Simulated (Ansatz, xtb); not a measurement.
# Relative energy of two isomers of CHBCl2F2

We compare X, `FB(Cl)[C@H](F)Cl`, a singlet, with Y, `FB(F)C(Cl)Cl`, a singlet. Both are isolated molecules in the gas phase, relaxed with PBE0-D3(BJ)/pcseg-1; the shapes shown needn't be the lowest conformers.

X (Å):

```xyz
7

C    -0.5764   -0.5507    1.6582
B    -0.0614    0.5203    2.7042
Cl    0.9250   -1.1369    0.8567
Cl    0.1925    0.1223    4.3740
F    -1.2231   -1.5968    2.2323
F     0.1884    1.7387    2.2700
H    -1.2074   -0.1388    0.8625
```

Y (Å):

| atom | x (Å) | y (Å) | z (Å) |
| --- | --- | --- | --- |
| C | 1.5657 | 0.7077 | 0.1102 |
| B | 0.3341 | -0.2776 | 0.0353 |
| Cl | 1.8990 | 0.9040 | 1.8630 |
| Cl | 2.9719 | 0.1033 | -0.7865 |
| F | -0.8834 | 0.2175 | -0.0437 |
| F | 0.4901 | -1.5785 | 0.0755 |
| H | 1.3375 | 1.7054 | -0.2709 |

Quicker runs give these differences E(Y) − E(X): GFN2-xTB −12.3 kcal/mol; HF/STO-3G −15.0 kcal/mol (at GFN2-xTB geometries); r2SCAN-D4/def2-SVP −15.4 kcal/mol (at GFN2-xTB geometries).

Problem. Estimate E(Y) − E(X) at the level CCSD(T)/def2-SVP + ΔMP2/def2-TZVPP.

Solution. Calculated at CCSD(T)/def2-SVP + ΔMP2/def2-TZVPP: E(Y) − E(X) = −17.9 kcal/mol, so structure Y lies lower.

Level by level:

| level | geometry | E(Y) − E(X) (kcal/mol) | departure from the last row (kcal/mol) | job, with rough time for the two |
| --- | --- | --- | --- | --- |
| GFN2-xTB | GFN2-xTB | −12.3 | +5.7 | optimisation, 0.22 s |
| HF/STO-3G | GFN2-xTB | −15.0 | +3.0 | single point, 0.4 s |
| r2SCAN-D4/def2-SVP | GFN2-xTB | −15.4 | +2.6 | single point, 2.9 s |
| PBE0-D3(BJ)/pcseg-1 | PBE0-D3(BJ)/pcseg-1 | −16.2 | +1.8 | optimisation, 40 s |
| HF/def2-SVP | PBE0-D3(BJ)/pcseg-1 | −15.2 | +2.8 | part of the CCSD(T) run |
| MP2/def2-SVP | PBE0-D3(BJ)/pcseg-1 | −17.0 | +0.9 | part of the CCSD(T) run |
| CCSD(T)/def2-SVP | PBE0-D3(BJ)/pcseg-1 | −15.9 | +2.0 | single point |
| CCSD(T)/def2-SVP + ΔMP2/def2-TZVPP | PBE0-D3(BJ)/pcseg-1 | −17.9 |  | single point, 30 s |

As drawn, Y has 1 B–F, 1 C–Cl in place of 1 B–Cl, 1 C–F.

The levels shown agree on the order. The largest departure from CCSD(T)/def2-SVP + ΔMP2/def2-TZVPP is that of GFN2-xTB, 5.7 kcal/mol. The last row adds to CCSD(T) the change of the MP2 difference between the two basis sets, here −2.0 kcal/mol.

With harmonic frequencies from PBE0-D3(BJ)/pcseg-1 (ideal gas, rigid rotor, one conformer each, 400 K, 1 atm): on the last row, ΔE + ΔZPE = −17.9 kcal/mol. A mode under 50 cm⁻¹ makes harmonic enthalpies and free energies unreliable, so none is given.

The correlated steps freeze 14 core orbitals. Run with Ansatz 0.2.0, xtb 6.7.1; the last row on 1 thread of Intel(R) Xeon(R) 6975P-C (Granite Rapids) on a shared host.

The isomer with both fluorines on boron, Y, is favoured by 17.9 kcal/mol, which reflects where fluorine gains most by replacing chlorine. Both B–F and C–F bonds are stronger than their chlorine counterparts, but the gain is larger at boron. This electropositive centre forms a very polar bond to fluorine, and its formally empty p orbital accepts fluorine lone-pair density more effectively than that of chlorine, whose larger, more diffuse p orbitals overlap less well. Saturated carbon has no such low-lying empty p orbital, so it loses less when fluorine gives way to chlorine.

Hartree–Fock already recovers most of the preference, as expected for an effect rooted in bond polarity and π donation rather than in subtle correlation. In the small basis, going from Hartree–Fock to CCSD(T) changes the difference less than the subsequent basis-set correction does, so the remaining uncertainty probably lies largely in the basis. The energy ordering does not show that X would rearrange readily, since exchanging halogens between boron and carbon may face a substantial barrier.
